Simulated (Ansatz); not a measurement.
# H7OSbSi2: structure from calculated spectroscopic constants

These gas-phase data were calculated for one isomer of H7OSbSi2 at PBE0-D3(BJ)/def2-SVP (harmonic, unscaled wavenumbers; equilibrium rotational constants with average atomic masses):

| Quantity | Value |
| --- | --- |
| rotational constants | 2.542, 1.533, 1 GHz |
| all wavenumbers above 1500 cm⁻¹ | 2250, 2247, 2238, 2216, 2208, 2201, 1912 |

Candidates:

(1) `[SiH3][O][SbH][SiH3]`, a singlet
(2) `[SiH3]O[SiH2][SbH2]`, a singlet

Task: Assign the data to one candidate and say why.

Result: Candidate (1). 6 modes lie between 2000 and 2380 cm⁻¹, one for each Si–H bond, while (2) has 5.

The same quantities for all candidates:

```
     rotational constants (GHz)               wavenumbers above 1500 cm⁻¹  E above the lowest, PBE0-D3(BJ)/def2-SVP (kcal/mol)
(1)             2.542, 1.533, 1  2250, 2247, 2238, 2216, 2208, 2201, 1912                                                 23.5
(2)        4.555, 0.8461, 0.734  2263, 2242, 2239, 2235, 2216, 1963, 1952                                                  0.0
```

Each candidate is one conformer. Atoms past krypton carry core potentials. Programs: Ansatz 0.2.0.

The single band at 1912 cm⁻¹ supports the assignment independently: it is the lone Sb–H stretch of (1), whereas (2), with its SbH2 group, has two such modes. Sb–H stretches lie well below Si–H stretches mainly because the bond is weaker and has a smaller force constant, as the diffuse antimony 5p orbitals overlap less well with hydrogen 1s. The heavier partner matters little, since hydrogen dominates the reduced mass in both cases. The rotational constants agree, with antimony inside the heavy-atom chain in (1) but at its end in (2), where the mass distribution is more elongated.

The assigned isomer is nevertheless the less stable one by 23.5 kcal/mol. In bond terms, going from (1) to (2) exchanges an Sb–O and an Si–H bond for an Si–O and an Sb–H bond, and the strong, polar Si–O bond probably outweighs the loss of Si–H. This energy order does not count against the assignment, but without a rearrangement barrier it doesn't show how long (1) would persist.
